**Tc ions, 3p hyperfine constants: what can be frozen**

The decision is whether one 3p hyperfine constant can serve for all charge states of Tc, and whether it can be had from a non-relativistic $\langle r^{-3}\rangle$. At Hartree-Fock level a frozen value holds to 0.5% up to Tc7+ and to 2.3% up to Tc15+, then fails by a further 10% over four 3d electrons. The conversion from $\langle r^{-3}\rangle$ works in every row, with one factor for each $j$.

Tc ions computed with B-spline radial code 1 at the radial basis limit: Dirac-Coulomb Hartree-Fock for a spherical atom, averaged over the nl configuration, with a Fermi nucleus. The <r⁻³> column is from configuration-averaged non-relativistic Hartree-Fock with a point nucleus. A/g_I is the hyperfine constant of one electron over g_I = μ/(I μ_N), also for closed shells.

```
species   Z  charge (e)  electrons      configuration  A(3p1/2)/g_I (MHz)  A(3p3/2)/g_I (MHz)  A(3p1/2)/A(3p3/2)  <r⁻³>(3p), non-rel. (bohr⁻³)  small weight (3p1/2)
     Tc  43           0         43       [Kr] 4d5 5s2              130800               21890              5.975                         417.7               0.00132
    Tc+  43           1         42       [Kr] 4d5 5s1              130800               21890              5.975                         417.7               0.00132
   Tc2+  43           2         41           [Kr] 4d5              130800               21890              5.975                         417.7               0.00132
   Tc3+  43           3         40           [Kr] 4d4              130800               21900              5.975                         417.8               0.00132
   Tc4+  43           4         39           [Kr] 4d3              130900               21910              5.975                         418.1               0.00132
   Tc5+  43           5         38           [Kr] 4d2              131000               21930              5.974                         418.5               0.00133
   Tc6+  43           6         37           [Kr] 4d1              131200               21960              5.974                         419.1               0.00133
   Tc7+  43           7         36  [Ar] 3d10 4s2 4p6              131400               21990              5.973                         419.8               0.00133
   Tc8+  43           8         35  [Ar] 3d10 4s2 4p5              131300               21980              5.973                         419.5               0.00133
   Tc9+  43           9         34  [Ar] 3d10 4s2 4p4              131500               22020              5.972                         420.2               0.00133
  Tc10+  43          10         33  [Ar] 3d10 4s2 4p3              131700               22060              5.971                         421.0               0.00133
  Tc11+  43          11         32  [Ar] 3d10 4s2 4p2              132000               22110              5.970                         421.9               0.00133
  Tc12+  43          12         31  [Ar] 3d10 4s2 4p1              132300               22160              5.968                         422.9               0.00134
  Tc14+  43          14         29      [Ar] 3d10 4s1              133000               22310              5.965                         425.5               0.00135
  Tc15+  43          15         28          [Ar] 3d10              133600               22400              5.963                         427.2               0.00135
  Tc16+  43          16         27           [Ar] 3d9              136600               22940              5.957                         437.5               0.00138
  Tc17+  43          17         26           [Ar] 3d8              139800               23500              5.951                         448.1               0.00141
  Tc18+  43          18         25           [Ar] 3d7              143100               24070              5.946                         459.1               0.00144
  Tc19+  43          19         24           [Ar] 3d6              146500               24660              5.941                         470.3               0.00147
```

$A/g_I$ is the magnetic hyperfine constant of one electron in 3p1/2 or 3p3/2, divided by the nuclear g factor; $\langle r^{-3}\rangle$ is the radial average over the non-relativistic 3p orbital; the small weight is the share of the 3p1/2 norm in the small Dirac component. The 3p shell is full throughout and gives no net field, so $A$ is an orbital property, at best a first estimate for a 3p hole. Correlation and core polarisation are absent, and open shells are configuration averages.

**Limit of slow electrons.** For $Z\alpha\to0$ the orbital and spin-dipolar terms combine to

$$\frac{A}{g_I}=C\,\frac{l(l+1)}{j(j+1)}\,\langle r^{-3}\rangle,\qquad C=\frac{\mu_0}{4\pi}\frac{2\mu_B\mu_N}{h a_0^3}=95.41\ \text{MHz bohr}^3 .$$

With $l=1$ the angular factors are 8/3 and 8/15, and the ratio is exactly 5. Let $F_j$ be the tabulated $A$ over this value. $F_{3/2}$ stays within 0.06% of its mean, 1.030, and $F_{1/2}$ within 0.4% of 1.229. The numbers thus show that the trend in $A$ is that of $\langle r^{-3}\rangle$, and that the excess of 19% over 5 comes from p1/2.

**Limit of the bare nucleus.** The simpler system is one electron around a point charge 43. Near the nucleus the Dirac functions go as $r^{\gamma-1}$, $\gamma=\sqrt{(j+\tfrac12)^2-(Z\alpha)^2}$, and the Casimir factor is $4j(j+\tfrac12)(j+1)/[\gamma(4\gamma^2-1)]$. With $(Z\alpha)^2=0.0985$, $j=1/2$ has $\gamma=0.9495$ and $3/(0.9495\times2.606)=1.212$, while $j=3/2$ has $\gamma=1.975$ and $30/(1.975\times14.606)=1.040$. The p1/2 state gains more because its small component is s-like and reaches the nucleus. The exact hydrogenic 3p factors are 1.2403 and 1.0439. For Tc19+, with nothing fitted, $95.41\times\tfrac83\times470.3\times1.2403=148400$ MHz, 1.3% above the tabulated 146500.

The analogy covers the inner part of the orbital, whose shape the nucleus sets; outer electrons change mostly its amplitude, which argues for nearly constant $F_j$. It leaves out the core. Both exact hydrogenic factors are too high in every row, by 0.8% and 1.4% of the table value for neutral Tc, whose ratio of 5.975 would need $Z=43.7$. Extra screening by the relativistically contracted core, with a smaller part from the finite nucleus, is my guess.

**Limits of screening.** A spherical charge wholly outside 3p adds a constant to the potential there (Gauss's law): removing it lowers the orbital energy and leaves the orbital alone. Removing an electron wholly inside 3p would instead raise the effective nuclear charge by one. The non-relativistic runs show the first case from Tc3+ to Tc9+: the 1s, 2p, 3p and 3d energies all drop by 4.6 to 4.8 hartree, a quarter of the 3p energy, while $\langle r^{-3}\rangle$ gains 0.6%.

For hydrogenic 3p, $\langle r^{-3}\rangle=Z_\text{eff}^3/81$. I fitted $Z_\text{eff}$ of all 19 rows with a starting value, one constant per electron for each shell, and a jump at Tc8+. The constants are 0.011 for 4d, 0.022 for 4p, 0.043 for 4s and 0.265 for 3d, in the order of the mean radii in Tc3+ (3.6, 2.8, 2.6 and 0.95 times that of 3p). The order is partly confounded with charge, since shells emptied later have also shrunk. The 3d shell shares the 3p region, and $3\times0.265/33=2.4\%$ per electron is the steep slope, itself part of the fit. Seven parameters describe the rows and prove nothing; the worst miss is 0.25 bohr⁻³, five times the rounding. It comes from curvature: the 4d steps grow from 0.02% to 0.17%, plausibly because the last electrons of a shell are its most contracted, and leave fewer behind to shrink inwards and restore the screening. The negative 5s constant only absorbs this curvature. A straight line in charge misses by up to 23 bohr⁻³, and Slater's rules, which let none of these electrons screen 3p, by 53. Residuals are in the output below.

**Irregular rows.** Tc, Tc+ and Tc2+ are identical as printed and have no order. The step from Tc12+ to Tc14+ spans a 4p and a 4s electron. The only fall is Tc7+ to Tc8+: one last digit in each $A$, and 0.3 bohr⁻³ in $\langle r^{-3}\rangle$ where both neighbouring steps gain 0.7. While 4p is closed, 3p and 4p can be mixed at no cost in energy, and the program's choice changes when 4p opens. A rotation $\theta$ shifts $\langle r^{-3}\rangle$ by about $2\theta$ times the geometric mean of the 3p and 4p values, so a few milliradians supply the missing 1.0 bohr⁻³. The dip is probably this artefact, and the 0.5% rise before it depends on the same convention.

**Drift of the ratio.** It never rises, and loses 0.57% overall, nearly all through $F_{1/2}$. The small weight grows by 11% meanwhile, and in the hydrogenic model faster electrons go with a higher ratio, so speed alone does not explain the fall. These runs do not settle the cause of this small drift. The match of Tc19+ to the bare ratio, 5.941, is no limit: both factors are 1.3% off alike, and the ratio still falls by about 0.005 per electron.

For a neighbouring element the same reasoning gives a plateau until 3d opens, a steep rise after it, and an excess over 5 that grows roughly as $(Z\alpha)^2$.

Numerical output:

```
C=95.41 MHz bohr^3; x8/3=254.43, x8/15=50.89; non-rel ratio 5; (Z alpha)^2=0.0985
ion  step %/e: r-3 A_lo A_hi | F_lo F_hi | Zeff | shell fit-table r-3 (bohr^-3)
Tc       nan   nan   nan | 1.2308 1.0299 | 32.343 |  0.05
Tc+     0.00  0.00  0.00 | 1.2308 1.0299 | 32.343 | -0.09
Tc2+    0.00  0.00  0.00 | 1.2308 1.0299 | 32.343 | -0.23
Tc3+    0.02  0.00  0.05 | 1.2305 1.0301 | 32.346 |  0.08
Tc4+    0.07  0.08  0.05 | 1.2305 1.0298 | 32.354 |  0.20
Tc5+    0.10  0.08  0.09 | 1.2303 1.0298 | 32.364 |  0.22
Tc6+    0.14  0.15  0.14 | 1.2304 1.0297 | 32.379 |  0.03
Tc7+    0.17  0.15  0.14 | 1.2302 1.0294 | 32.397 | -0.25
Tc8+   -0.07 -0.08 -0.05 | 1.2302 1.0297 | 32.390 | -0.12
Tc9+    0.17  0.15  0.18 | 1.2300 1.0298 | 32.408 |  0.04
Tc10+   0.19  0.15  0.18 | 1.2295 1.0297 | 32.428 |  0.11
Tc11+   0.21  0.23  0.23 | 1.2297 1.0299 | 32.451 |  0.08
Tc12+   0.24  0.23  0.23 | 1.2296 1.0298 | 32.477 | -0.06
Tc14+   0.31  0.26  0.34 | 1.2285 1.0304 | 32.543 | -0.10
Tc15+   0.40  0.45  0.40 | 1.2292 1.0304 | 32.587 | -0.11
Tc16+   2.38  2.22  2.38 | 1.2272 1.0304 | 32.846 |  0.10
Tc17+   2.39  2.32  2.41 | 1.2262 1.0306 | 33.110 |  0.18
Tc18+   2.43  2.33  2.40 | 1.2251 1.0303 | 33.378 |  0.03
Tc19+   2.41  2.35  2.42 | 1.2243 1.0304 | 33.648 | -0.14
rounding floor: A_lo 0.038%, A_hi 0.023%, r-3 0.05 (0.012%), ratio 0.0005, small 0.38%
A_lo: change % Tc-Tc7+ 0.46, Tc-Tc15+ 2.14, Tc15+-Tc19+ 9.66, all 12.00
A_hi: change % Tc-Tc7+ 0.46, Tc-Tc15+ 2.33, Tc15+-Tc19+ 10.09, all 12.65
r-3: change % Tc-Tc7+ 0.50, Tc-Tc15+ 2.27, Tc15+-Tc19+ 10.09, all 12.59
ratio: change % Tc-Tc7+ -0.03, Tc-Tc15+ -0.20, Tc15+-Tc19+ -0.37, all -0.57
small: change % Tc-Tc7+ 0.76, Tc-Tc15+ 2.27, Tc15+-Tc19+ 8.89, all 11.36
F_lo: change % Tc-Tc7+ -0.04, Tc-Tc15+ -0.13, Tc15+-Tc19+ -0.39, all -0.52
F_hi: change % Tc-Tc7+ -0.05, Tc-Tc15+ 0.05, Tc15+-Tc19+ 0.00, all 0.05
one fixed F: F_lo 1.2291 worst 0.39%; F_hi 1.0300 worst 0.06%; ratio over 5: 19.5% to 18.8%
Z=43 Dirac 3p: F_lo 1.2403 F_hi 1.0439 ratio 5.941; Casimir: 1.2124 1.0398 ratio 5.830
Tc: Dirac-table % F_lo 0.77 F_hi 1.36 ratio -0.57; Z needed 42.3 35.7 43.7
Tc19+: Dirac-table % F_lo 1.30 F_hi 1.30 ratio -0.00; Z needed 41.8 36.0 43.0
dZeff per electron: 5s -0.0036, 4d 0.0107, 4p 0.0222, 4s 0.0430, 3d 0.2651; jump -0.0265; Zeff0 32.344
r-3 misfit rms/worst: shell 0.13/0.25 (Tc7+); uniform in charge 8.9/23.4; Slater (no change) worst 52.6
dln ratio/dln r-3: Tc-Tc15+ -0.089, Tc15+-Tc19+ -0.038; dln small/dln r-3 (3d) 0.89 (uniform scaling 0.67)
dip Tc7+-Tc8+: r-3 -0.3, neighbours 0.7,0.7, missing -1.0 (-0.24%); A_lo -100, A_hi -10 MHz; rotation ~3e-03 rad
energy shift Tc3+ to Tc9+ (Eh): 1s -4.79, 2p -4.76, 3p -4.60, 3d -4.61; 3p energy 26%, r-3 0.57%
<r>/<r>(3p), Tc3+: 3d 0.95, 4s 2.59, 4p 2.80, 4d 3.58
Tc16+: Dirac r-3(3p3/2)/non-rel 1.059; A_hi/(8/15 C Dirac r-3) 0.973
```
